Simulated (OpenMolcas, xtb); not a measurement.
# A ladder of methods for SnH2Cl2 (SMILES [Cl][SnH2][Cl])

SnH2Cl2: 5 atoms, total charge 0, spin state singlet. SMILES: `[Cl][SnH2][Cl]`. The shape is that of a PBE0-D4/def2-TZVP optimisation.

Quantity: the HOMO–LUMO gap, in eV. The values are calculated.

| level | kind | program | value (eV) |
| --- | --- | --- | --- |
| GFN2-xTB | semi-empirical | xtb | 4.30 |
| HF/def2-SVPD (core potential) | Hartree–Fock | OpenMolcas | 13.59 |
| SVWN5/def2-SVPD (core potential) | LDA | OpenMolcas | 5.04 |
| BLYP/def2-SVPD (core potential) | GGA | OpenMolcas | 5.08 |
| PBE/def2-SVPD (core potential) | GGA | OpenMolcas | 5.19 |
| r2SCAN/def2-SVPD (core potential) | meta-GGA | OpenMolcas | 5.82 |
| PBE0/def2-SVPD (core potential) | global hybrid | OpenMolcas | 7.44 |
| B2PLYP/def2-SVPD (core potential) | double hybrid | OpenMolcas | 9.81 |

The values span 4.30 to 13.59 eV. Orbital gaps aren't excitation energies, and those of double hybrids come from the SCF part alone; they tend to grow with the share of exact exchange.

The three LDA and GGA gaps nearly coincide, from 5.04 to 5.19 eV, so gradient corrections barely matter here. r2SCAN raises the gap to 5.82 eV without any exact exchange, while the larger steps come with PBE0, B2PLYP and finally Hartree–Fock at 13.59 eV. This spread probably arises because Hartree–Fock exchange stabilises occupied orbitals but leaves the empty ones feeling the field of all the electrons, whereas a semi-local potential treats both alike.

Chemically, the HOMO is expected to be mainly chlorine 3p lone pair in character and the LUMO a Sn–Cl antibonding orbital with substantial tin 5s and 5p weight. The gap would then separate electron-rich chlorine from an acceptor level centred on tin, in keeping with the Lewis acidity of tin(IV) halides. The calculations support a clear gap between filled and empty levels at every level of theory, but not a single value for its size. Without an ionisation energy and electron affinity for comparison, they can't show which functional comes closest to the fundamental gap.
